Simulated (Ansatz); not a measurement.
## A series in temperature on Li2H

Results calculated with Ansatz 0.2.0, not measured. Harmonic vibrational free energy, entropy and heat capacity at constant volume, per atom, from the force constants of a q mesh, imaginary modes left out; plane waves with PAW datasets, Gamma-centred k mesh.

Structure of every row (space group P6_3/mmc, No. 194):
```
Li2H
1.0
      2.8107     0.0000     0.0000
     -1.4054     2.4342     0.0000
      0.0000     0.0000    10.2464
Li H
4 2
Direct
  0.33333 0.66667 0.37212
  0.66667 0.33333 0.87212
  0.33333 0.66667 0.12788
  0.66667 0.33333 0.62788
  0.00000 0.00000 0.25000
  0.00000 0.00000 0.75000
```

Settings of every row: functional PBE; dispersion none; spin none; wave cutoff 420 eV; k mesh 15x15x4; occupations fermi dirac; smearing width 0.15 eV; pressure 0 GPa; phonon method linear response; q mesh 3x3x1.

Limits: coarse q mesh; metal sensitive to the k mesh; the cell comes from a prototype or a list of computed structures and needn't be the stable phase.

| row | temperature (K) | phonon heat capacity (kB/atom) | phonon entropy (kB/atom) | phonon free energy (meV/atom) |
| --- | --- | --- | --- | --- |
| 1 | 200 | 1.596 | 1.172 | 72.5 |
| 2 | 300 | 2.102 | 1.924 | 59.1 |
| 3 | 400 | 2.4 | 2.573 | 39.6 |
| 4 | 500 | 2.579 | 3.13 | 15 |
| 5 | 600 | ? | ? | ? |
| 6 | 700 | 2.765 | 4.031 | -47 |
| 7 | 800 | 2.816 | 4.404 | -83.4 |
| 8 | 900 | 2.852 | 4.738 | -122.8 |
| 9 | 1000 | 2.879 | 5.04 | -165 |

Question: what phonon heat capacity and phonon entropy should row 5 give?

Worked fit of phonon heat capacity. At high temperature a harmonic heat capacity falls short of its limit by a term in 1/T², so take t = (100 K / T)². The shown rows have t = 0.25, 0.11111, 0.0625, 0.04, 0.02041, 0.01562, 0.01235, 0.01. Least squares give phonon heat capacity = 2.9644 − 9.9028 × t + 17.754 × t² kB/atom; a straight line predicts inner rows, each left out in turn, worse (root mean square 0.1 against 0.025 kB/atom). The rows lie off it by -0.002, 0.019, -0.015, -0.018, -0.005, 0.002, 0.007, 0.012 (root mean square 0.012 kB/atom), a smooth pattern that one more power would take up: the form is only approximate. The constant, 2.9644 kB/atom, is to be held against the harmonic limit of 3 k_B an atom. The withheld row has t = 0.02778, so the fit gives 2.9644 − 9.9028 × (0.02778) + 17.754 × (0.02778)² = 2.703 kB/atom.

The calculation gave 2.691 kB/atom. The fit lies 0.012 kB/atom (0.94 % of the column's range) above it; its largest miss of a shown row is 0.019 kB/atom.

Worked fit of phonon entropy. Entropy rises as the heat capacity times the change of ln T, so take t = ln(T / 300 K). The shown rows have t = -0.4055, 0, 0.2877, 0.5108, 0.8473, 0.9808, 1.0986, 1.204. Least squares give phonon entropy = 1.9448 + 2.09946 × t + 0.40385 × t² kB/atom; a straight line predicts inner rows, each left out in turn, worse (root mean square 0.095 against 0.018 kB/atom). The rows lie off it by 0.012, -0.021, -0.009, 0.007, 0.017, 0.012, -0.001, -0.018 (root mean square 0.014 kB/atom), a smooth pattern that one more power would take up: the form is only approximate. The slope at t = 0, 2.1 kB/atom, estimates the heat capacity at 300 K. The withheld row has t = 0.6931, so the fit gives 1.9448 + 2.09946 × (0.6931) + 0.40385 × (0.6931)² = 3.594 kB/atom.

The calculation gave 3.61 kB/atom. The fit lies 0.016 kB/atom (0.41 % of the column's range) below it; its largest miss of a shown row is 0.021 kB/atom.

The other values of row 5: phonon free energy -14.1 meV/atom.
